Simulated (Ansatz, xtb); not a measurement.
## Relative energy of two isomers of C4H6BNOS

Structure X: `Bc1csc(OC)n1`, a singlet. Structure Y: `Bc1scnc1OC`, a singlet. Both are isolated molecules in the gas phase, relaxed with B3LYP-D3(BJ)/def2-SVP; the shapes shown needn't be the lowest conformers.

X (Å):

```xyz
14

C     0.2973   -1.8021    0.9088
C    -0.7958   -2.0623    0.0990
C     0.1135    0.1773   -0.0814
C     1.4047    2.1036    0.1919
B     0.8935   -2.8509    1.8529
N     0.7919   -0.5014    0.7758
O     0.3129    1.4372   -0.4456
S    -1.2343   -0.6876   -0.8501
H     0.3905   -3.9477    1.8926
H     1.8449   -2.5947    2.5452
H    -1.3505   -2.9968    0.0268
H     1.4224    3.1185   -0.2229
H     1.2563    2.1318    1.2820
H     2.3507    1.5817   -0.0175
```

Y (Å):

```xyz
14

C     0.3415   -1.1233    0.9098
C     0.7358   -3.2310   -0.2971
C     0.6454   -1.0473   -0.4629
C     1.0351    0.0883   -2.4952
B     0.0539   -0.0237    1.9038
N     0.8614   -2.2178   -1.1202
O     0.7222    0.1113   -1.1061
S     0.3476   -2.8299    1.3270
H     0.0683    1.1245    1.5403
H    -0.1894   -0.2896    3.0556
H     0.8671   -4.2693   -0.6117
H     2.0178   -0.3753   -2.6712
H     1.0470    1.1370   -2.8171
H     0.2778   -0.4752   -3.0614
```

**Question.** Estimate which is lower in electronic energy at CCSD(T)/def2-SVP + ΔMP2/def2-TZVPP, and by roughly how much.

**Answer.** The CCSD(T)/def2-SVP + ΔMP2/def2-TZVPP calculation puts structure Y lower, by 19.1 kJ/mol.

How the difference moves with the method:

```tsv
level	geometry	E(Y) − E(X) (kJ/mol)	departure from the last row (kJ/mol)	job, with rough time for the two
GFN2-xTB	GFN2-xTB	−4.4	+14.7	optimisation, 0.14 s
HF/STO-3G	GFN2-xTB	−9.6	+9.5	single point, 0.58 s
r2SCAN-D4/def2-SVP	GFN2-xTB	−25.3	−6.2	single point, 7.2 s
B3LYP-D3(BJ)/def2-SVP	B3LYP-D3(BJ)/def2-SVP	−21.7	−2.6	optimisation, 55 s
HF/def2-SVP	B3LYP-D3(BJ)/def2-SVP	−17.3	+1.8	part of the CCSD(T) run
MP2/def2-SVP	B3LYP-D3(BJ)/def2-SVP	−19.7	−0.6	part of the CCSD(T) run
CCSD(T)/def2-SVP	B3LYP-D3(BJ)/def2-SVP	−19.8	−0.7	single point
CCSD(T)/def2-SVP + ΔMP2/def2-TZVPP	B3LYP-D3(BJ)/def2-SVP	−19.1		single point, 2.9 min
```

As drawn, both hold the same kinds of bond in the same numbers.

None of the levels shown reverses the order. The largest departure from CCSD(T)/def2-SVP + ΔMP2/def2-TZVPP is that of GFN2-xTB, 14.7 kJ/mol. The last row adds to CCSD(T) the change of the MP2 difference between the two basis sets, here +0.7 kJ/mol.

With thermal terms from frequencies at re-optimised GFN2-xTB minima (ideal gas, soft modes damped towards free rotors, one conformer each, 298.15 K, 1 atm): the zero-point term adds +0.8 kJ/mol; ΔH is −18.7 and ΔG −17.6 kJ/mol.

The correlated steps freeze 12 core orbitals. Programs: Ansatz 0.2.0, xtb 6.7.1; the last row on 2 threads of Arm Neoverse V2 on a shared host.

Y is favoured by a modest but consistent margin, probably because of how the donor and acceptor are placed on the thiazole ring. In Y, methoxy and BH2 sit at the two ends of the formal C4=C5 double bond, so an oxygen lone pair can delocalise through it into the empty boron p orbital. The coordinates fit this push–pull picture: Y has the shorter C–B bond and the longer C4–C5 bond. In X, methoxy at C2 conjugates mainly with the C=N unit and has no comparably direct path to boron at C4. That imidate-like conjugation stabilises X in its own right, so the gap reflects a balance rather than the push–pull energy alone.

Hartree–Fock with the def2-SVP basis already recovers most of the preference, which suggests that it arises mainly from mean-field electronic structure rather than differential correlation. The order needn't carry over to condensed phases, where the Lewis-acidic BH2 group could bind a ring nitrogen of another molecule or form hydride bridges.
